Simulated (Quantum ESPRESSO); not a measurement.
# Kohn-Sham gap of Al0.87Ga0.13N in Quantum ESPRESSO: functional, cutoff, k-mesh and cell volume

A D3 dispersion correction adds an energy that depends only on where the atoms sit. It doesn't enter the Kohn-Sham potential, yet switching it on raises the computed gap of Al0.87Ga0.13N by 3.840 − 3.668 = 0.172 eV over plain PBE. We trace where that rise comes from, and how far functional, cutoff and k-mesh move the gap. The question matters for deep-ultraviolet emitters and high-barrier transistors, where the alloy gap sets photon energy and band offsets. The quantity is the lowest difference between filled and empty levels of one 16-atom arrangement, Al7GaN8. We compare the levels of theory with PBE at 40/200 Ry and a 4×4×4 mesh; no measured gap is shown.

## Systems and settings

The cell: 2x2x1 conventional cells of the AlN type (16 atoms: 8 N, 7 Al, 1 Ga); Al/Ga share their sites, the best of 600 random draws by like-pair counts in two shells; start lattice by linear mixing of the end members' cells; atoms moved at random by 0.02 Å. Each row takes its levels at the cell given in the lattice columns, relaxed at its own level unless its name says otherwise. Program: Quantum ESPRESSO 7.5; GBRV 1.5 ultrasoft pseudopotentials; no spin polarisation, no spin-orbit coupling unless named. The same in all rows: atoms in the cell: 16.0000; composition of the cell: Al7GaN8.

Notes on method and selection:

- A finite supercell with one arrangement stands for the random alloy; its composition is rounded to whole atoms.
- The lattice is static: no zero-point motion and no thermal expansion, which in most solids lengthen room-temperature lattice constants by a few tenths of a per cent.
- Runs that didn't converge or were made unsound on purpose aren't shown.
- Semilocal gaps usually lie under measured ones; optical edges also hold excitons, phonon shifts and band filling, which the runs lack.
- The zone folds in a supercell, so the lowest gap doesn't tell direct from indirect, and edges off the mesh are missed.
- Rows that restart from another level's relaxed cell stop once the stress is under the tolerance, so small changes are hidden.
- Runs that did not converge, have known faults or may not be shown are not listed, and runs on Ansatz's PAW sets soft_1 and soft_2 are kept to separate tables.

Columns:

- a (Å): lattice constant a of the mean conventional cell at which the levels were taken.
- c (Å): lattice constant c of the mean conventional cell.
- k-mesh: k-point mesh.
- gap (eV): lowest gap between filled and empty Kohn-Sham levels on the k-mesh of the supercell.

## The series

| member | a (Å) | c (Å) | k-mesh | gap (eV) |
| --- | --- | --- | --- | --- |
| PBE, GBRV ultrasoft potentials, cutoffs 24/120 Ry, from the PBE cell, 16 atoms, 4×4×4 | 3.0442 | 4.8837 | 4×4×4 | 4.382 |
| LDA, GBRV ultrasoft potentials, cutoffs 40/200 Ry, 16 atoms, 4×4×4 | 3.0992 | 4.9816 | 4×4×4 | ? |
| PBE+D3(BJ), GBRV ultrasoft potentials, cutoffs 40/200 Ry, from the PBE cell, 16 atoms, 4×4×4 | 3.1201 | 5.0198 | 4×4×4 | 3.840 |
| PBE, GBRV ultrasoft potentials, cutoffs 52/260 Ry, from the PBE cell, 16 atoms, 4×4×4 | 3.1416 | 5.0552 | 4×4×4 | 3.668 |
| PBE, GBRV ultrasoft potentials, cutoffs 40/200 Ry, from the PBE cell, 16 atoms, 3×3×3 | 3.1416 | 5.0552 | 3×3×3 | 3.667 |
| PBE, GBRV ultrasoft potentials, cutoffs 40/200 Ry, 16 atoms, 4×4×4 | 3.1416 | 5.0552 | 4×4×4 | 3.668 |
| PBEsol, GBRV ultrasoft potentials, cutoffs 40/200 Ry, 16 atoms, 4×4×4 | 3.1223 | 5.0175 | 4×4×4 | 3.754 |

Cells marked ? are withheld until the estimate has been made.

## Mechanism

The D3 row has a smaller cell than PBE, and that is the source of its wider gap. With $V = a^2c$ as the measure of volume, PBE has 3.1416 × 3.1416 × 5.0552 = 49.89 Å³ and PBE+D3(BJ) 3.1201 × 3.1201 × 5.0198 = 48.87 Å³. Since both rows use the same PBE potential, they give the response of the PBE gap to compression:

$$\frac{\Delta E_g}{\Delta \ln V} = \frac{3.840 - 3.668}{\ln(48.87/49.89)} \approx -8.3\ \text{eV}$$

A volume smaller by 1 % thus widens the gap by about 0.08 eV. The usual explanation is that the conduction edge is an antibonding state of cation s and nitrogen s character, which shorter bonds push up relative to the nitrogen 2p valence edge.

PBEsol has almost the same volume as PBE+D3(BJ), 3.1223 × 3.1223 × 5.0175 = 48.91 Å³, but a gap of only 3.754 eV. Carried to that volume, the PBE gap would be 3.668 + 8.3 × ln(49.89/48.91) = 3.833 eV. The PBEsol potential itself therefore lowers the gap by about 0.08 eV, while its smaller cell raises it by about 0.16 eV. The net rise over PBE is 0.086 eV.

At the fixed PBE cell, neither a higher cutoff nor the coarser 3×3×3 mesh moves the gap by more than 0.001 eV. These rows restart from the PBE cell, so they test the levels much better than they test the lattice constants.

The 24/120 Ry row, at 4.382 eV, is a warning about numerical settings. Its basis is too small, its cell is strongly contracted and still under marked stress, and its wide gap is not that of PBE at a converged cell. Among the other rows shown, the gaps span only 0.173 eV. All come from semilocal functionals, which usually place the gap well below the measured one, so agreement among them says little about accuracy.

## A prediction

Plain estimates from the members shown:

- LDA, GBRV ultrasoft potentials, cutoffs 40/200 Ry, 16 atoms, 4×4×4, mean of the 6 members shown: 3.830 eV, standard deviation 0.25

The mean of the six members is a weak basis for LDA, because it counts the same PBE cell three times and includes the under-converged 24/120 Ry row. We start instead from PBEsol, the shown functional nearest to LDA in strength of gradient correction, and almost as near in volume as PBE+D3(BJ).

The LDA cell has a volume of 3.0992 × 3.0992 × 4.9816 = 47.85 Å³. Compression from the PBEsol cell brings the gap to 3.754 + 8.3 × ln(48.91/47.85) = 3.94 eV.

The change of potential works the other way. The coefficient of the exchange gradient term is roughly 0.22 in PBE, 0.12 in PBEsol and zero in LDA. The first step, of 0.10, lowers the gap by 3.833 − 3.754 = 0.079 eV at fixed volume. If the effect is linear, the second lowers it by 0.079 × 0.12 / 0.10 = 0.095 eV, which brings the estimate to 3.84 eV.

Tried on the 24/120 Ry row, whose volume is 3.0442 × 3.0442 × 4.8837 = 45.26 Å³, the volume rule gives 3.668 + 8.3 × ln(49.89/45.26) = 4.48 eV, 0.09 eV above the value shown. That compression is over four times the step from PBEsol to LDA, so the matching error here is about 0.02 eV.

The linear gradient step is the less certain part. The results with and without it, 3.84 and 3.94 eV, have a standard deviation of 0.07 eV, which we take as the error.

**Committed estimate, LDA, GBRV ultrasoft potentials, cutoffs 40/200 Ry, 16 atoms, 4×4×4: gap = 3.84 ± 0.07 eV.**

## The withheld result

| member | a (Å) | c (Å) | k-mesh | gap (eV) |
| --- | --- | --- | --- | --- |
| LDA, GBRV ultrasoft potentials, cutoffs 40/200 Ry, 16 atoms, 4×4×4 | 3.0992 | 4.9816 | 4×4×4 | 4.016 |

| member | estimate | gap (eV) | computed | estimate − computed | miss in error bars |
| --- | --- | --- | --- | --- | --- |
| LDA, GBRV ultrasoft potentials, cutoffs 40/200 Ry, 16 atoms, 4×4×4 | committed | 3.840 | 4.016 | −0.176 | 2.5 |
| LDA, GBRV ultrasoft potentials, cutoffs 40/200 Ry, 16 atoms, 4×4×4 | mean | 3.830 | 4.016 | −0.186 |  |

The estimate of 3.84 eV was 0.176 eV too low, 2.5 of its error bars, and hardly better than the plain mean, which missed by 0.186 eV.

The PBE volume line does well here. Carried to the LDA cell, the PBE gap becomes 3.668 + 8.3 × ln(49.89/47.85) = 4.01 eV, and LDA gives 4.016 eV. If the line holds for LDA too, the smaller cell accounts for nearly all of the 0.348 eV by which LDA exceeds PBE. That split is inferred, since no two functionals have their levels taken at the same cell. The figures we called volumes are $a^2c$, and the true volume of the hexagonal cell is √3/2 times as large. The factor cancels in the ratios, so it doesn't change the estimate.

The gradient argument failed, in sign as well as size. We had read the low PBEsol gap as the effect of a weaker gradient term in exchange and lowered LDA by a further 0.095 eV. Carried to equal volume with the PBE slope, LDA instead lies about 0.08 eV above PBEsol and level with PBE. We had also left out the gradient term in correlation, which works against the one in exchange. For a nearly uniform density the two cancel in PBE but not in PBEsol, so the exchange coefficient alone is no sound scale for ordering the three functionals. The error bar was too narrow because it compared two versions of one route, both starting from PBEsol.

## Outliers

Against the PBE volume line, two rows stand off. The 24/120 Ry row has by far the widest gap, 4.382 eV, because its cell is much too small. It still lies about 0.09 eV below the line. The incomplete basis can shift the levels directly, and a straight line in $\ln V$ may not hold over a compression of 9 %, so this departure says nothing about the alloy.

PBEsol lies about 0.08 eV below the line. A gap that falls steadily as the exchange gradient term weakens can't be the reason, since LDA, which has no such term, would then lie lower still. The balance between the gradient terms of exchange and correlation remains possible, because PBEsol differs in it from both PBE and LDA. How well the pseudopotentials suit each functional, or differences in the relaxed positions of the atoms within the cell, could also shift the gap either way. We had put the whole shift down to the PBEsol potential, but with no PBEsol levels at a cell relaxed in PBE or PBE+D3(BJ), the rows can't separate it from the effect of the atomic positions. We leave the cause open.

## Conclusions

For this alloy, the PBE volume line suggests that the lattice constants at which the levels are taken matter more than the choice among the LDA, PBE and PBEsol potentials. No row compares these potentials at a fixed cell, so that ranking hasn't been tested directly. The PBE volume line misses the three rows not used to build it (LDA, PBEsol and 24/120 Ry) by typically 0.07 eV, against a scatter of 0.26 eV about the mean of all seven. As a rough guide, we would give an estimate from this line for another semilocal functional an error of about 0.1 eV, for $a^2c$ between 47.85 and 49.89 Å³. Only LDA and PBEsol test the line in that range.

In practice, an error of 0.3 % in both lattice constants changes the gap by 8.3 × 3 × 0.003 = 0.07 eV, with the wider gap in the smaller cell. Gaps from different functionals are therefore best compared at one common cell.

The semilocal underestimate of the gap is common to all rows, so no comparison among them can reveal its size. A hybrid functional or a GW calculation, set against a semilocal one at the same cell, would give an estimate.
